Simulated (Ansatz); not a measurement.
# Sn2O5: the change of energy above lowest point and pressure with volume per atom

Results calculated with Ansatz 0.2.0 development build, not measured. Equation of state of a cubic crystal from periodic Kohn-Sham density functional theory without spin; pressure corrected for the finite basis.

Cell of the first row (space group Pn-3m, No. 224):
```
CELL_PARAMETERS angstrom
5.24560 0.00000 0.00000
0.00000 5.24560 0.00000
0.00000 0.00000 5.24560
ATOMIC_POSITIONS crystal
Sn 0.00000 0.00000 0.00000
Sn 0.50000 0.50000 0.00000
Sn 0.50000 0.00000 0.50000
Sn 0.00000 0.50000 0.50000
O 0.50000 0.00000 0.00000
O 0.00000 0.50000 0.00000
O 0.00000 0.00000 0.50000
O 0.50000 0.50000 0.50000
O 0.75000 0.75000 0.25000
O 0.75000 0.25000 0.75000
O 0.25000 0.75000 0.75000
O 0.75000 0.25000 0.25000
O 0.25000 0.75000 0.25000
O 0.25000 0.25000 0.75000
```

Settings of every row: formula Sn2O5; structure type cubic X2O5; functional PBE; spin treatment none; k mesh 10x10x10; occupation method fermi-dirac; occupation width 0.061225619 eV; wave cutoff 700 eV; datasets hard PAW; density cutoff ratio 4.

Limits: a cubic model structure, not a phase known at ambient conditions; modest k-mesh, values are not fully converged in k; no spin polarisation, a magnetic state may lie lower.

| row | volume per atom (Å³) | energy above lowest point (meV/atom) | pressure (GPa) |
| --- | --- | --- | --- |
| 1 | 10.31 | 19.88 | 10.32 |
| 2 | 10.53 | 8.45 | 6.453 |
| 3 | 10.749 | 2.01 | 3.022 |
| 4 | 10.968 | 0 | -0.02 |
| 5 | 11.188 | ? | ? |
| 6 | 11.407 | 7.29 | -5.1 |
| 7 | 11.626 | 15.75 | -7.208 |

Question: what energy above lowest point and pressure should row 5 give?

Worked fit of energy above lowest point. Take u = (V_r/V)^(2/3) − 1 with V_r = 10.858 Å³ an atom, which is twice the finite (Eulerian) strain; such expansions in the strain, on which the Birch-Murnaghan equation of state is built, carry the rest volume and the bulk modulus. The shown rows have u = 0.03513, 0.02066, 0.00675, -0.0067, -0.03235, -0.04454. Least squares give energy above lowest point = 0.495 + 149.41 × u + 11275.1 × u² + 5169 × u³ meV/atom; a parabola predicts inner rows, each left out in turn, worse (root mean square 0.099 against 0.014 meV/atom). The rows lie off it by 0.00, 0.01, -0.01, 0.00, 0.00, 0.00. Its lowest point lies at u = -0.0067, or V = 10.97 Å³ an atom, and the curvature there gives the bulk modulus at fixed shape and fractions, B = (4/9)(1 + u)² E″(u)/V = 143 GPa. The withheld row has u = -0.01976, so the fit gives 0.495 + 149.41 × (-0.01976) + 11275.1 × (-0.01976)² + 5169 × (-0.01976)³ = 1.91 meV/atom.

The calculation gave 1.91 meV/atom. The fit meets it to the printed digit.

Worked fit of pressure. Take u = (V_r/V)^(2/3) − 1 with V_r = 10.858 Å³ an atom, which is twice the finite (Eulerian) strain; such expansions in the strain, on which the Birch-Murnaghan equation of state is built, carry the rest volume and the bulk modulus. The shown rows have u = 0.03513, 0.02066, 0.00675, -0.0067, -0.03235, -0.04454. Least squares give pressure = 1.4655 + 226.638 × u + 720.38 × u² GPa; a straight line predicts inner rows, each left out in turn, worse (root mean square 0.45 against 0.011 GPa). The rows lie off it by 0.004, -0.002, -0.006, 0.001, 0.012, -0.008 (root mean square 0.0066 GPa). The pressure vanishes at u = -0.0066, or V = 10.97 Å³ an atom, and there the bulk modulus at fixed shape and fractions is B = −V dP/dV = (2/3)(1 + u) dP/du = 144 GPa. The withheld row has u = -0.01976, so the fit gives 1.4655 + 226.638 × (-0.01976) + 720.38 × (-0.01976)² = -2.732 GPa.

The calculation gave -2.715 GPa. The fit lies 0.017 GPa (0.097 % of the column's range) below it; its largest miss of a shown row is 0.012 GPa.
